**A hand rule for the ionisation energies of [Kr]4d¹⁰ ions**

The table holds the energies for removing one 4d electron from the ions Cd²⁺ to Eu¹⁷⁺, from non-relativistic and Dirac-Coulomb Hartree-Fock calculations averaged over the configuration, beside NIST values. The program tests the formula Ry(s + p)²/16, with s the ionic charge plus one and p = a + b ln s, against a Moseley line and a truncated series in s. The logarithmic rule reproduces the non-relativistic energies with a root-mean-square error of 0.15 % and a largest error of 0.28 %, while the other two forms reach 3.9 % and 1.2 % root mean square. Simple terms for relativity and fine structure and a constant of 1.6 eV, attributed to correlation, lead on to the NIST values. The error is then 0.3 eV root mean square for the seven well-measured ions, to which the constant was fitted. The output also shows the misfits, among them In³⁺ and Cs⁹⁺.

B-spline radial atomic code, version 1: ionisation energies (IE) of [Kr] 4d10 ions as differences of configuration-averaged Hartree-Fock energies, non-relativistic (point nucleus) and Dirac-Coulomb (Fermi nucleus). The Breit and QED (radiative potential) parts are first-order values not included in the IE columns. NIST values run from ground level to ground level.

## Program and output

```python
# Table: ionisation energies (eV) of [Kr]4d10 ions, B-spline radial atomic code, non-relativistic HF and
# Dirac-Coulomb HF (configuration average, Delta-SCF), first-order Breit/QED parts, NIST values.
# Tested: hand rule IE = Ry (s+p)^2/16, s = charge+1, p = a + b ln s; two rivals; additive steps to NIST.
T = {
    'ion': ['Cd2+', 'In3+', 'Sn4+', 'Sb5+', 'Te6+', 'I7+', 'Xe8+', 'Cs9+', 'Ba10+', 'La11+', 'Ce12+', 'Pr13+', 'Nd14+', 'Pm15+', 'Sm16+', 'Eu17+'],
    'Z': [48, 49, 50, 51, 52, 53, 54, 55, 56, 57, 58, 59, 60, 61, 62, 63],
    'charge': [2, 3, 4, 5, 6, 7, 8, 9, 10, 11, 12, 13, 14, 15, 16, 17],  # e
    'ion_cfg': ['[Kr] 4d9', '[Kr] 4d9', '[Kr] 4d9', '[Kr] 4d9', '[Kr] 4d9', '[Kr] 4d9', '[Kr] 4d9', '[Kr] 4d9', '[Kr] 4d9', '[Kr] 4d9', '[Kr] 4d9', '[Kr] 4d9', '[Kr] 4d9', '[Kr] 4d9', '[Kr] 4d9', '[Kr] 4d9'],
    'ie_nr': [36.6923, 55.4714, 76.4539, 99.5229, 124.601, 151.632, 180.577, 211.403, 244.086, 278.606, 314.948, 353.097, 393.042, 434.774, 478.284, 523.565],  # eV
    'ie_dirac': [36.0866, 54.6922, 75.5086, 98.4174, 123.34, 150.221, 179.019, 209.705, 242.253, 276.645, 312.866, 350.904, 390.747, 432.389, 475.821, 521.038],  # eV
    'rel': [-0.6056, -0.7792, -0.9453, -1.106, -1.261, -1.412, -1.558, -1.698, -1.833, -1.961, -2.081, -2.193, -2.295, -2.385, -2.463, -2.527],  # eV
    'breit': [0.00675, 0.00493, 0.00162, -0.00314, -0.00933, -0.017, -0.0261, -0.0367, -0.0489, -0.0627, -0.0781, -0.0953, -0.114, -0.135, -0.158, -0.182],  # eV
    'qed': [0.00417, 0.00562, 0.00709, 0.00859, 0.0101, 0.0117, 0.0133, 0.015, 0.0167, 0.0185, 0.0204, 0.0223, 0.0243, 0.0263, 0.0284, 0.0306],  # eV
    'tab': [37.468, 55.45, 77.03, 99.51, 124.2, 150.81, 179.84, 213.3, 241.0, 275.0, 312.0, 350.0, 389.0, 430.0, 474.0, 518.0],  # eV
    'tab_kind': ['measured', 'measured', 'measured', 'measured', 'measured', 'measured', 'measured', 'measured', 'theory', 'theory', 'theory', 'theory', 'theory', 'theory', 'theory', 'theory'],
    'unc': [0.006, 0.04, 0.04, 0.05, 0.06, 0.1, 0.12, 2.5, 2.4, 2.5, 3.0, 3.0, 3.0, 3.0, 3.0, 3.0],  # eV
}
import numpy as np
from scipy.constants import physical_constants as pc
from scipy.optimize import least_squares as lsq
Ry = pc['Rydberg constant times hc in eV'][0]; Ha = 2*Ry
cm = 100*pc['inverse meter-electron volt relationship'][0]
g = lambda k: np.array(T[k], float)
q, nr, di, rel, br, qe, tab, unc = map(g, ['charge', 'ie_nr', 'ie_dirac', 'rel', 'breit', 'qed', 'tab', 'unc'])
ion = T.get('ion', ['q=%d' % x for x in q]); kind = np.array(T['tab_kind']); s = q+1; N = len(s); L = np.log(s)
p = np.sqrt(16*nr/Ry)-s; d2 = np.r_[np.nan, np.diff(nr, 2), np.nan]
fA = lambda x: Ry*(s+x[0]+x[1]*L)**2/16
fB = lambda x: Ry*((s+x[0])/x[1])**2
fC = lambda x: Ry*s**2/16+x[0]*s+x[1]
fit = lambda f, x0, m=slice(None): lsq(lambda x: (f(x)/nr-1)[m], x0).x
xA, xB, xC = fit(fA, [1.6, 1.8]), fit(fB, [3., 3.3]), fit(fC, [12., -8.])
xr = np.round(xA, 2); A = fA(xr); e = lambda y: 100*(y/nr-1)
rms = lambda v: np.sqrt(np.mean(v**2))
rep = lambda v: 'rms %.2f%%, worst %s %+.2f%%' % (rms(v), ion[np.argmax(abs(v))], v[np.argmax(abs(v))])
print('Ry/16=%.4f eV, 2Ry/16=%.3f eV; rounding floor: HF <=0.0005 eV, 2nd diff ~0.002 eV, NIST theory 0.5 eV' % (Ry/16, Ry/8))
print('A log rule a=%.3f b=%.3f; rounded %.2f %.2f: %s' % (*xA, *xr, rep(e(A))))
print('B Moseley Ry((s+c)/n*)^2 c=%.2f n*=%.3f: %s' % (*xB, rep(e(fB(xB)))))
print('C Ry s^2/16+As+B A=%.2f B=%.2f eV: %s' % (*xC, rep(e(fC(xC)))))
print('ion s ln(s) p_table p_rule s+p d2(eV) IE_A(eV) errA(eV) errA% errB% errC%')
for i in range(N):
    pr = xr[0]+xr[1]*L[i]
    print('%s %d %.3f %.3f %.3f %.3f %.3f %.2f %+.2f %+.2f %+.2f %+.2f' % (ion[i], s[i], L[i], p[i], pr, s[i]+pr,
          d2[i], A[i], A[i]-nr[i], e(A)[i], e(fB(xB))[i], e(fC(xC))[i]))
two = np.isin(q, [5, 14]); x2 = fit(fA, xA, two); xl = fit(fA, xA, q <= 9); sl = np.diff(p)/np.diff(L)
print('A from q=5,14 only: a=%.2f b=%.2f %s; from q<=9: last row %+.2f%%; dp/dlns first %.2f max %.2f last %.2f'
      % (*x2, rep(e(fA(x2))), e(fA(xl))[-1], sl[0], sl.max(), sl[-1]))
m1, c1 = np.polyfit(L, np.log(-rel), 1); k1, m1 = round(np.exp(c1), 2), round(m1, 2); R = -k1*s**m1
print('rel = -%.2f s^%.2f eV: rms %.3f eV, worst %s %+.3f eV' % (k1, m1, rms(R-rel), ion[np.argmax(abs(R-rel))], (R-rel)[np.argmax(abs(R-rel))]))
# typed from further outputs of the same runs: Dirac 4d3/2, 4d5/2 energies (hartree) Sb5+, Ba10+; non-rel. Nd14+ zeta, 4d energy
e32 = np.array([3.711926, 9.026645]); e52 = np.array([3.661561, 8.922203]); zNd = 13845.94*cm; eNd = 14.50503
f3 = np.r_[0.4*(e32-e52)*Ha, zNd]; s3 = np.array([6., 11., 15.])
m2, c2 = np.polyfit(np.log(s3), np.log(f3), 1); k2, m2 = round(np.exp(c2), 3), round(m2, 2); F = k2*s**m2
print('5/2 below average (eV) Sb,Ba,Nd: %.3f %.3f %.3f; rule %.3f s^%.2f gives %.3f %.3f %.3f' % (*f3, k2, m2, *(k2*s3**m2)))
ko = np.r_[(0.4*e32+0.6*e52)*Ha, eNd*Ha]; ds = np.array([di[q == 5][0], di[q == 10][0], nr[q == 14][0]])
print('relaxation (Koopmans avg - DeltaSCF, eV) Sb,Ba,Nd: %.2f %.2f %.2f' % tuple(ko-ds))
rem = tab-(di+br+qe-F); good = (kind == 'measured') & (unc < 1); th = kind == 'theory'; C = round(rem[good].mean(), 1)
print('remainder NIST-(Dirac+Breit+QED-fs): %d measured rows mean %.2f sd %.2f range %.2f..%.2f; theory rows mean %+.2f eV; C=%.1f'
      % (good.sum(), rem[good].mean(), rem[good].std(ddof=1), rem[good].min(), rem[good].max(), rem[th].mean(), C))
E = A+R-F+C
print('ion rel% rel_rule fs B+QED NR-NIST Dirac-NIST remainder full full-NIST % unc kind (eV)')
for i in range(N):
    print('%s %.2f %.2f %.2f %+.3f %+.2f %+.2f %+.2f %.2f %+.2f %+.2f %.3g %s' % (ion[i], 100*rel[i]/nr[i], R[i], F[i],
          br[i]+qe[i], nr[i]-tab[i], di[i]-tab[i], rem[i], E[i], E[i]-tab[i], 100*(E[i]/tab[i]-1), unc[i], kind[i][:4]))
print('rms vs NIST (eV) measured/theory: full %.2f/%.2f, rule A alone %.2f/%.2f, NR %.2f/%.2f, Dirac %.2f/%.2f'
      % tuple(rms((y-tab)[m]) for y in (E, A, nr, di) for m in (good, th)))
assert np.all(np.diff(p) > 0)
assert np.all(d2[1:-1] > Ry/8) and np.all(np.diff(d2[1:-1]) < 0)
assert np.all(rel < 0) and np.all(abs(br+qe) < 0.1*abs(rel))
assert np.all(rem[good] > 0)
```

Running it gives:

```
Ry/16=0.8504 eV, 2Ry/16=1.701 eV; rounding floor: HF <=0.0005 eV, 2nd diff ~0.002 eV, NIST theory 0.5 eV
A log rule a=1.556 b=1.825; rounded 1.56 1.82: rms 0.15%, worst Cd2+ -0.28%
B Moseley Ry((s+c)/n*)^2 c=2.52 n*=3.225: rms 3.87%, worst Cd2+ +8.64%
C Ry s^2/16+As+B A=14.10 B=-14.06 eV: rms 1.20%, worst Cd2+ -2.16%
ion s ln(s) p_table p_rule s+p d2(eV) IE_A(eV) errA(eV) errA% errB% errC%
Cd2+ 3 1.099 3.569 3.559 6.559 nan 36.59 -0.10 -0.28 +8.64 -2.16
In3+ 4 1.386 4.077 4.083 8.083 2.203 55.56 +0.09 +0.16 +0.25 +0.87
Sn4+ 5 1.609 4.482 4.489 9.489 2.087 76.57 +0.12 +0.15 -3.24 +1.64
Sb5+ 6 1.792 4.818 4.821 10.821 2.009 99.57 +0.05 +0.05 -4.59 +1.65
Te6+ 7 1.946 5.105 5.102 12.102 1.953 124.53 -0.07 -0.05 -4.85 +1.38
I7+ 8 2.079 5.353 5.345 13.345 1.914 151.43 -0.20 -0.13 -4.53 +1.02
Xe8+ 9 2.197 5.572 5.559 14.559 1.881 180.24 -0.33 -0.18 -3.87 +0.65
Cs9+ 10 2.303 5.767 5.751 15.751 1.857 210.96 -0.44 -0.21 -3.01 +0.28
Ba10+ 11 2.398 5.942 5.924 16.924 1.837 243.57 -0.52 -0.21 -2.04 -0.05
La11+ 12 2.485 6.101 6.083 18.083 1.822 278.05 -0.56 -0.20 -1.02 -0.35
Ce12+ 13 2.565 6.245 6.228 19.228 1.807 314.40 -0.55 -0.17 +0.04 -0.62
Pr13+ 14 2.639 6.377 6.363 20.363 1.796 352.60 -0.49 -0.14 +1.10 -0.86
Nd14+ 15 2.708 6.499 6.489 21.489 1.787 392.66 -0.38 -0.10 +2.15 -1.08
Pm15+ 16 2.773 6.612 6.606 22.606 1.778 434.56 -0.21 -0.05 +3.19 -1.26
Sm16+ 17 2.833 6.716 6.716 23.716 1.771 478.30 +0.02 +0.00 +4.20 -1.43
Eu17+ 18 2.890 6.813 6.820 24.820 nan 523.87 +0.30 +0.06 +5.19 -1.58
A from q=5,14 only: a=1.53 b=1.83 rms 0.19%, worst Cd2+ -0.66%; from q<=9: last row +0.11%; dp/dlns first 1.77 max 1.86 last 1.70
rel = -0.26 s^0.81 eV: rms 0.058 eV, worst Eu17+ -0.175 eV
5/2 below average (eV) Sb,Ba,Nd: 0.548 1.137 1.717; rule 0.059 s^1.24 gives 0.544 1.154 1.695
relaxation (Koopmans avg - DeltaSCF, eV) Sb,Ba,Nd: 1.77 1.67 1.66
remainder NIST-(Dirac+Breit+QED-fs): 7 measured rows mean 1.55 sd 0.28 range 1.08..1.95; theory rows mean +0.01 eV; C=1.6
ion rel% rel_rule fs B+QED NR-NIST Dirac-NIST remainder full full-NIST % unc kind (eV)
Cd2+ -1.65 -0.63 0.23 +0.011 -0.78 -1.38 +1.60 37.32 -0.14 -0.38 0.006 meas
In3+ -1.40 -0.80 0.33 +0.011 +0.02 -0.76 +1.08 56.03 +0.58 +1.05 0.04 meas
Sn4+ -1.24 -0.96 0.43 +0.009 -0.58 -1.52 +1.95 76.78 -0.25 -0.33 0.04 meas
Sb5+ -1.11 -1.11 0.54 +0.005 +0.01 -1.09 +1.63 99.52 +0.01 +0.01 0.05 meas
Te6+ -1.01 -1.26 0.66 +0.001 +0.40 -0.86 +1.52 124.22 +0.02 +0.01 0.06 meas
I7+ -0.93 -1.40 0.78 -0.005 +0.82 -0.59 +1.37 150.85 +0.04 +0.03 0.1 meas
Xe8+ -0.86 -1.54 0.90 -0.013 +0.74 -0.82 +1.73 179.40 -0.44 -0.24 0.12 meas
Cs9+ -0.80 -1.68 1.03 -0.022 -1.90 -3.59 +4.64 209.86 -3.44 -1.61 2.5 meas
Ba10+ -0.75 -1.81 1.15 -0.032 +3.09 +1.25 -0.07 242.20 +1.20 +0.50 2.4 theo
La11+ -0.70 -1.95 1.29 -0.044 +3.61 +1.64 -0.32 276.42 +1.42 +0.52 2.5 theo
Ce12+ -0.66 -2.08 1.42 -0.058 +2.95 +0.87 +0.61 312.50 +0.50 +0.16 3 theo
Pr13+ -0.62 -2.20 1.56 -0.073 +3.10 +0.90 +0.73 350.44 +0.44 +0.13 3 theo
Nd14+ -0.58 -2.33 1.70 -0.090 +4.04 +1.75 +0.04 390.24 +1.24 +0.32 3 theo
Pm15+ -0.55 -2.46 1.84 -0.109 +4.77 +2.39 -0.44 431.87 +1.87 +0.43 3 theo
Sm16+ -0.51 -2.58 1.98 -0.130 +4.28 +1.82 +0.29 475.34 +1.34 +0.28 3 theo
Eu17+ -0.48 -2.70 2.13 -0.151 +5.57 +3.04 -0.76 520.64 +2.64 +0.51 3 theo
rms vs NIST (eV) measured/theory: full 0.30/1.49, rule A alone 0.49/3.80, NR 0.57/4.02, Dirac 1.05/1.84
```
